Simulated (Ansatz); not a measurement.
## ScHg: the change of energy above lowest point with volume scale

All results are calculated (Ansatz 0.2.0). Free energy against uniform scaling of the volume at fixed shape and fractions; periodic cell, basis, potentials, k mesh and filling as listed.

The cell before it is scaled or strained (space group Pm-3m, No. 221):
```
cell vectors (Å)
   3.4800     0.0000     0.0000
   0.0000     3.4800     0.0000
   0.0000     0.0000     3.4800
atoms (fractions of the cell vectors)
Sc  0.50000  0.50000  0.50000
Hg  0.00000  0.00000  0.00000
```

Settings of every row: functional LDA; dispersion none; potentials PAW; wave cutoff 500 eV; density cutoff 2000 eV; k mesh 8x8x8; k shift 0x0x0; occupations cold; smearing width 0.1 eV; spin none; SCF threshold exponent -9.

Limits: coarse k mesh, up to 40 meV an atom off; no spin-orbit coupling, which can matter with elements this heavy.

| row | volume scale | V (Å³/atom) | energy above lowest point (meV/atom) |
| --- | --- | --- | --- |
| 1 | 0.88 | 18.543 | 44.1 |
| 2 | 0.92 | 19.386 | 8.8 |
| 3 | 0.96 | 20.229 | 0 |
| 4 | 1 | 21.072 | 12.2 |
| 5 | 1.04 | 21.915 | 40.9 |
| 6 | 1.08 | 22.758 | 82.5 |
| 7 | 1.12 | 23.601 | ? |

Question: what energy above lowest point should row 7 give?

Worked fit of energy above lowest point. Take u = (V_r/V)^(2/3) − 1 with V_r = 20.651 Å³ an atom, which is twice the finite (Eulerian) strain; such expansions in the strain, on which the Birch-Murnaghan equation of state is built, carry the rest volume and the bulk modulus. The shown rows have u = 0.07442, 0.04304, 0.01386, -0.01336, -0.03883, -0.06272. Least squares give energy above lowest point = 3.82 − 454.8 × u + 13043 × u² + 4620 × u³ meV/atom; a parabola predicts inner rows, each left out in turn, worse (root mean square 0.48 against 0.059 meV/atom). All shown rows lie on it to the printed digit. Its lowest point lies at u = 0.0173, or V = 20.13 Å³ an atom, and the curvature there gives the bulk modulus at fixed shape and fractions, B = (4/9)(1 + u)² E″(u)/V = 97.3 GPa. The withheld row has u = -0.08517, so the fit gives 3.82 − 454.8 × (-0.08517) + 13043 × (-0.08517)² + 4620 × (-0.08517)³ = 134.3 meV/atom.

The calculation gave 134.3 meV/atom. The fit meets it to the printed digit. This row lies beyond the range of the fit.
